**X-ray form factors and Σ<r²> of 55-electron ions, Ba+ to Hf17+**

The table holds coherent scattering factors at s = 0.4, 0.7, 0.8 and 1.8 Å⁻¹ and Σ<r²> from four-component Dirac-Coulomb Hartree-Fock averaged over the configuration, without correlation or anomalous dispersion. The program fits f as a cubic in Z plus a step per 4f electron, and Σ<r²> as three screened groups scaling as 1/Z_eff², compares each with a smooth cubic, and forecasts the withheld rows Pr4+ and Nd5+ with leave-one-out error bars. The 4f step is supported at 0.4 Å⁻¹ (misses of 0.038 and 0.028 electrons against 0.173 and 0.097 for the plain cubic), but a constant step brings no gain at 0.7 and 0.8 Å⁻¹, and Pr4+ falls outside its bar at 0.8 and 1.8 Å⁻¹. The Σ<r²> forecasts are within 0.7 %, no better than the smooth curve. The output also shows the failure of the small-s expansion at 0.4 Å⁻¹ and bounds on the share of the n = 1 and 2 electrons in f(1.8 Å⁻¹).

Atomic ions with 55 electrons, computed with the B-spline radial atomic code version 1. All-electron four-component Dirac-Coulomb Hartree-Fock for a spherical atom, averaged over the nl configuration, with a Fermi nucleus and at the radial basis-set limit.

## Numerical check

```python
# Table: X-ray form factors f(s) and sum <r^2>, 55-electron ions; B-spline atomic code, Dirac-Coulomb HF,
# configuration average. Tested: f = cubic(Z)+d*n4f against a cubic alone; screened three-group model of r2.
T = {
    'ion': ['Ba+', 'La2+', 'Ce3+', 'Pr4+', 'Nd5+', 'Pm6+', 'Sm7+', 'Dy11+', 'Ho12+', 'Yb15+', 'Hf17+'],
    'Z': [56, 57, 58, 59, 60, 61, 62, 66, 67, 70, 72],
    'charge': [1, 2, 3, 4, 5, 6, 7, 11, 12, 15, 17],  # e
    'configuration': ['[Xe] 6s1', '[Xe] 5d1', '[Xe] 4f1', '[Xe] 4f1', '[Kr] 4d10 4f2 5s2 5p5', '[Kr] 4d10 4f3 5s2 5p4', '[Kr] 4d10 4f4 5s2 5p3', '[Kr] 4d10 4f7 5s2', '[Kr] 4d10 4f7 5s2', '[Kr] 4d10 4f9', '[Kr] 4d10 4f9'],
    'f_0_4': [33.815, 34.378, 35.133, 35.764, 36.674, 37.618, 38.584, 42.156, 42.761, 44.965, 45.879],  # electrons
    'f_0_7': [23.851, 24.404, 24.897, 25.439, 25.938, 26.458, 27.005, 29.513, 30.18, 32.465, 33.833],  # electrons
    'f_0_8': [21.545, 22.029, 22.468, 22.968, 23.4, 23.842, 24.297, 26.378, 26.981, 28.947, 30.271],  # electrons
    'f_1_8': [10.659, 11.01, 11.332, 11.659, 11.955, 12.238, 12.511, 13.505, 13.737, 14.373, 14.772],  # electrons
    'r2': [67.69, 47.93, 38.55, 34.48, 30.24, 26.57, 23.35, 14.62, 13.62, 10.15, 9.018],  # bohr²
}
HELD = [3, 4]  # rows withheld from the fit
import numpy as np, re
from scipy.constants import physical_constants as pc
from scipy.optimize import least_squares
a0 = pc['Bohr radius'][0]*1e10; q = lambda s: 4*np.pi*s*a0
ion = T['ion']; Z = np.array(T['Z'], float); cf = T['configuration']; R = np.array(T['r2'], float)
oc = lambda c, k, xe=0: int(re.search(k+r'(\d+)', c).group(1)) if re.search(k+r'(\d+)', c) else (xe if 'Xe' in c else 0)
nf, ns, np5, nd = [np.array([oc(c, k, x) for c in cf], float) for k, x in (('4f', 0), ('5s', 2), ('5p', 6), ('5d', 0))]
S = {'f_0_4': .4, 'f_0_7': .7, 'f_0_8': .8, 'f_1_8': 1.8}; F = {k: np.array(T[k], float) for k in S}
K = [i for i in range(len(Z)) if i not in HELD]; ix = {int(z): i for i, z in enumerate(Z)}
assert all(np.all(np.diff(F[k][K]) > 0) for k in S) and np.all(np.diff(R[K]) < 0)
assert F['f_0_4'][ix[62]]-F['f_0_4'][ix[61]] > F['f_0_4'][ix[67]]-F['f_0_4'][ix[66]]
assert np.all(55-q(.4)**2*R[K]/6 < F['f_0_4'][K])
print('rounding floor: f 0.0005 e, r2 0.005 bohr2; q(1/bohr):', *['%.2f' % q(s) for s in S.values()])
print('step per unit Z, known rows: dn4f/dZ, df(0.4,0.7,0.8,1.8) e; total r2 change %')
for i, j in zip(K[:-1], K[1:]):
    print(' %s>%s %.2f |' % (ion[i], ion[j], (nf[j]-nf[i])/(Z[j]-Z[i])), *['%.3f' % ((F[k][j]-F[k][i])/(Z[j]-Z[i])) for k in S], '| %.1f' % (100*(R[j]/R[i]-1)))
print('Ba>La f change %:', *['%.1f' % (100*(F[k][1]/F[k][0]-1)) for k in S])
print('55-q2*r2/6 minus f at 0.4 (e):', *['%s %.1f' % (ion[i], 55-q(.4)**2*R[i]/6-F['f_0_4'][i]) for i in K])
for n, z, v in (('La', 57, (54.142, 51.836, 48.692, 45.307)), ('Yb', 70, (54.813, 54.26, 53.36, 52.142))):  # further output
    print(n, 'small-s error (e) at s=.05,.1,.15,.2:', *['%.3f' % (55-q(s)**2*R[ix[z]]/6-f) for s, f in zip((.05, .1, .15, .2), v)])
def lin(y, rows, step):
    X = np.vander((Z-64)/8, 4); X = np.c_[X, nf] if step else X
    c = np.linalg.lstsq(X[rows], y[rows], rcond=None)[0]; return X@c, c
def loo(fn, y, rows, test): return np.array([fn([r for r in rows if r != t])[t]-y[t] for t in test])
rms = lambda x: float(np.sqrt(np.mean(x**2)))
for k in S:
    y = F[k]; A, c = lin(y, K, 1); B, _ = lin(y, K, 0); w = K[int(np.argmax(abs(A-y)[K]))]
    eA, eB = [rms(loo(lambda r: lin(y, r, t)[0], y, K, K[1:-1])) for t in (1, 0)]
    print('s=%.1f d=%+.3f e/4f; worst %s %+.3f; LOO rms step %.3f, smooth %.3f' % (S[k], c[-1], ion[w], A[w]-y[w], eA, eB))
    for h in HELD:
        ln = np.interp(Z[h], Z[K], y[K])
        print('  %s pred %.3f+-%.3f (rival %.3f) calc %.3f miss %+.3f rival %+.3f; calc-line %+.3f; step in %.3f' % (ion[h], A[h], eA, B[h], y[h], A[h]-y[h], B[h]-y[h], y[h]-ln, y[h]-y[h-1]))
# anchors: further output, <r^2> in bohr^2 (La 5s, 5p, 5d; Yb 4f)
s5 = 2.7789; p5 = (2*3.4455+4*3.7283)/6; d5 = .4*7.7897+.6*7.9815; f4 = (3.8571*.39474+5.1429*.40121)/9
L, Y = ix[57], ix[70]; inL = R[L]-2*s5-6*p5-d5; inY = R[Y]-9*f4; g = np.sqrt(inL/inY); si = (57*g-70)/(g-1)
print('inner-46 r2 La %.2f Yb %.2f; La 5s5p %.2f 5d %.2f; Yb per 4f %.3f; sigma_in %.1f' % (inL, inY, 2*s5+6*p5, d5, f4, si))
def mod(p):
    zf = Z-p[0]-.35*(nf-1); z5 = Z-p[1]-p[2]*nf-.35*(ns+np5+nd-1)
    return inL*((57-si)/(Z-si))**2 + nf*f4*(zf[Y]/zf)**2 + (ns*s5+np5*p5)*(z5[L]/z5)**2 + nd*d5
fit = lambda r: least_squares(lambda p: mod(p)[r]/R[r]-1, [46, 42, .85], bounds=([30, 25, 0], [54, 50, 1.5])).x
K2 = [i for i in K if '6s' not in cf[i]]; te = [i for i in K2[1:-1] if i != Y]
p = fit(K2); M = mod(p); lr = np.log(R); Bm = np.exp(lin(lr, K2, 0)[0])
eA = rms(loo(lambda r: np.log(mod(fit(r))), lr, K2, te)); eB = rms(loo(lambda r: lin(lr, r, 0)[0], lr, K2, te))
print('r2 model sigma_4f %.1f sigma_5 %.1f k %.2f; LOO rms %.2f%%, smooth rival %.2f%%' % (*p, 100*eA, 100*eB))
print('r2 resid %:', *['%s %+.2f' % (ion[i], 100*(M[i]/R[i]-1)) for i in K2], '(La, Yb anchors)')
print('Ba+ left out: model without 6s %.1f, remainder %.1f bohr2' % (M[0], R[0]-M[0]))
for h in HELD:
    print('  %s r2 pred %.2f+-%.2f (rival %.2f) calc %.2f miss %+.2f (%+.1f%%) rival %+.2f' % (ion[h], M[h], eA*M[h], Bm[h], R[h], M[h]-R[h], 100*(M[h]/R[h]-1), Bm[h]-R[h]))
o = np.array([2, 2, 2, 4]); Q = q(1.8)  # further output: r2, r4 of 1s 2s 2p1/2 2p3/2
for n, i, a, b in (('La', L, [.00085349, .013535, .0099833, .011242], [1.9197e-6, 3.1734e-4, 2.0191e-4, 2.4941e-4]),
                   ('Yb', Y, [.00052985, .008142, .0058742, .0070814], [7.5628e-7, 1.1557e-4, 7.085e-5, 9.8571e-5])):
    lo = o@(1-Q**2*np.array(a)/6); hi = lo+o@np.array(b)*Q**4/120; f = F['f_1_8'][i]
    print('%s f(1.8): K+L between %.2f and %.2f e; rest %.2f to %.2f e' % (n, lo, hi, f-hi, f-lo))
print('La>Yb total rise of f(1.8): %.3f e' % (F['f_1_8'][Y]-F['f_1_8'][L]))
for n, r1, r2 in (('Yb 4f7/2', .58275, .40121), ('La 5p3/2', 1.819, 3.7283), ('La 5d5/2', 2.6357, 7.9815)):
    th = (r2-r1**2)/r1; kk = r1/th
    print('crude gamma-density f per electron,', n, *['%+.2f' % (((1-1j*q(s)*th)**(1-kk)).imag/(q(s)*th*(kk-1))) for s in S.values()])
```

Output:

```
rounding floor: f 0.0005 e, r2 0.005 bohr2; q(1/bohr): 2.66 4.65 5.32 11.97
step per unit Z, known rows: dn4f/dZ, df(0.4,0.7,0.8,1.8) e; total r2 change %
 Ba+>La2+ 0.00 | 0.563 0.553 0.484 0.351 | -29.2
 La2+>Ce3+ 1.00 | 0.755 0.493 0.439 0.322 | -19.6
 Ce3+>Pm6+ 0.67 | 0.828 0.520 0.458 0.302 | -31.1
 Pm6+>Sm7+ 1.00 | 0.966 0.547 0.455 0.273 | -12.1
 Sm7+>Dy11+ 0.75 | 0.893 0.627 0.520 0.249 | -37.4
 Dy11+>Ho12+ 0.00 | 0.605 0.667 0.603 0.232 | -6.8
 Ho12+>Yb15+ 0.67 | 0.735 0.762 0.655 0.212 | -25.5
 Yb15+>Hf17+ 0.00 | 0.457 0.684 0.662 0.200 | -11.2
Ba>La f change %: 1.7 2.3 2.2 3.3
55-q2*r2/6 minus f at 0.4 (e): Ba+ -58.6 La2+ -35.9 Ce3+ -25.6 Pm6+ -13.9 Sm7+ -11.1 Dy11+ -4.4 Ho12+ -3.8 Yb15+ -1.9 Hf17+ -1.5
La small-s error (e) at s=.05,.1,.15,.2: -0.025 -0.368 -1.640 -4.437
Yb small-s error (e) at s=.05,.1,.15,.2: -0.000 -0.008 -0.043 -0.134
s=0.4 d=+0.231 e/4f; worst Dy11+ -0.041; LOO rms step 0.062, smooth 0.103
  Pr4+ pred 35.802+-0.062 (rival 35.937) calc 35.764 miss +0.038 rival +0.173; calc-line -0.197; step in 0.631
  Nd5+ pred 36.702+-0.062 (rival 36.771) calc 36.674 miss +0.028 rival +0.097; calc-line -0.116; step in 0.910
s=0.7 d=+0.031 e/4f; worst Yb15+ -0.097; LOO rms step 0.096, smooth 0.075
  Pr4+ pred 25.348+-0.096 (rival 25.366) calc 25.439 miss -0.091 rival -0.073; calc-line +0.022; step in 0.542
  Nd5+ pred 25.890+-0.096 (rival 25.899) calc 25.938 miss -0.048 rival -0.039; calc-line +0.000; step in 0.499
s=0.8 d=-0.000 e/4f; worst Yb15+ -0.063; LOO rms step 0.057, smooth 0.046
  Pr4+ pred 22.902+-0.057 (rival 22.901) calc 22.968 miss -0.066 rival -0.067; calc-line +0.042; step in 0.500
  Nd5+ pred 23.360+-0.057 (rival 23.360) calc 23.400 miss -0.040 rival -0.040; calc-line +0.016; step in 0.432
s=1.8 d=-0.009 e/4f; worst Yb15+ -0.002; LOO rms step 0.003, smooth 0.004
  Pr4+ pred 11.654+-0.003 (rival 11.649) calc 11.659 miss -0.005 rival -0.010; calc-line +0.025; step in 0.327
  Nd5+ pred 11.952+-0.003 (rival 11.949) calc 11.955 miss -0.003 rival -0.006; calc-line +0.019; step in 0.296
inner-46 r2 La 12.66 Yb 6.56; La 5s5p 27.36 5d 7.90; Yb per 4f 0.398; sigma_in 23.6
r2 model sigma_4f 47.7 sigma_5 38.7 k 0.62; LOO rms 1.37%, smooth rival 3.22%
r2 resid %: La2+ +0.00 Ce3+ -0.62 Pm6+ +0.74 Sm7+ +0.65 Dy11+ -0.77 Ho12+ -1.05 Yb15+ +0.00 Hf17+ -0.39 (La, Yb anchors)
Ba+ left out: model without 6s 43.3, remainder 24.4 bohr2
  Pr4+ r2 pred 34.59+-0.47 (rival 34.63) calc 34.48 miss +0.11 (+0.3%) rival +0.15
  Nd5+ r2 pred 30.44+-0.42 (rival 30.11) calc 30.24 miss +0.20 (+0.7%) rival -0.13
La f(1.8): K+L between 7.76 and 8.11 e; rest 2.90 to 3.25 e
Yb f(1.8): K+L between 8.63 and 8.76 e; rest 5.61 to 5.74 e
La>Yb total rise of f(1.8): 3.363 e
crude gamma-density f per electron, Yb 4f7/2 +0.63 +0.24 +0.16 -0.02
crude gamma-density f per electron, La 5p3/2 -0.05 -0.01 -0.00 +0.00
crude gamma-density f per electron, La 5d5/2 -0.02 -0.00 +0.00 +0.00
```
